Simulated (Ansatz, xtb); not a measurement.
# Relative energy of two isomers of C2H12Si3

We compare X, `C[SiH2]C([SiH3])[SiH3]`, a singlet, with Y, `C[Si](C)([SiH3])[SiH3]`, a singlet. Both are isolated molecules in the gas phase, relaxed with PBE-D3(BJ)/def2-SVP, each in the lowest conformer that the search found.

Question: Estimate E(Y) − E(X) at the level CCSD(T)/def2-SVP + ΔMP2/def2-TZVPP.

Answer: Calculated at CCSD(T)/def2-SVP + ΔMP2/def2-TZVPP: E(Y) − E(X) = +14.3 kJ/mol, so structure X lies lower.

The same difference at several levels:

| level | geometry | E(Y) − E(X) (kJ/mol) | departure from the last row (kJ/mol) | job, with rough time for the two |
| --- | --- | --- | --- | --- |
| GFN2-xTB | GFN2-xTB | +51.1 | +36.8 | optimisation, 0.36 s |
| HF/STO-3G | GFN2-xTB | −36.5 | −50.8 | single point, 0.92 s |
| r2SCAN-D4/def2-SVP | GFN2-xTB | +5.4 | −8.8 | single point, 6.3 s |
| PBE-D3(BJ)/def2-SVP | PBE-D3(BJ)/def2-SVP | −16.3 | −30.6 | optimisation, 35 s |
| HF/def2-SVP | PBE-D3(BJ)/def2-SVP | +17.2 | +2.9 | part of the CCSD(T) run |
| MP2/def2-SVP | PBE-D3(BJ)/def2-SVP | +17.3 | +3.0 | part of the CCSD(T) run |
| CCSD(T)/def2-SVP | PBE-D3(BJ)/def2-SVP | +8.2 | −6.1 | single point |
| CCSD(T)/def2-SVP + ΔMP2/def2-TZVPP | PBE-D3(BJ)/def2-SVP | +14.3 |  | single point, 1.8 min |

As drawn, Y has 2 Si–Si, 2 C–H in place of 2 C–Si, 2 Si–H.

HF/STO-3G, PBE-D3(BJ)/def2-SVP put the two in the other order. The largest departure from CCSD(T)/def2-SVP + ΔMP2/def2-TZVPP is that of HF/STO-3G, 50.8 kJ/mol. The last row adds to CCSD(T) the change of the MP2 difference between the two basis sets, here +6.1 kJ/mol.

With thermal terms from frequencies at re-optimised GFN2-xTB minima (ideal gas, soft modes damped towards free rotors, one conformer each, 298.15 K, 1 atm): the zero-point term adds +10.0 kJ/mol; ΔH is +28.1 and ΔG +20.4 kJ/mol.

The correlated steps freeze 17 core orbitals. Run with Ansatz 0.2.0, xtb 6.7.1; the last row on 2 threads of Intel(R) Xeon(R) Platinum 8259CL CPU @ 2.50GHz (Skylake/Cascade Lake) on a shared host.

The modest preference for X reflects a near-cancellation of bond energies. Y gains two strong C–H bonds but pays for them with two relatively weak Si–Si bonds, while X keeps more of the polar Si–C and Si–H bonds, strengthened by the electronegativity difference between carbon and silicon and between hydrogen and silicon. With such large terms offsetting each other, a small imbalance in how a method treats one bond type can reverse the order; PBE's preference for Y probably stems from its underbinding of Si–H bonds, of which X has more.

HF and MP2 nearly coincide in the smaller basis, yet CCSD(T) lowers the gap to +8.2 kJ/mol, so their agreement is no sign of convergence in correlation. Zero-point energy widens the gap, as expected when stiff C–H oscillators replace softer Si–H ones. Entropy partly offsets this in favour of Y, but X remains lower in free energy. The sign is therefore better supported than the exact size, and a thermodynamic preference this small says nothing about how readily the isomers interconvert.
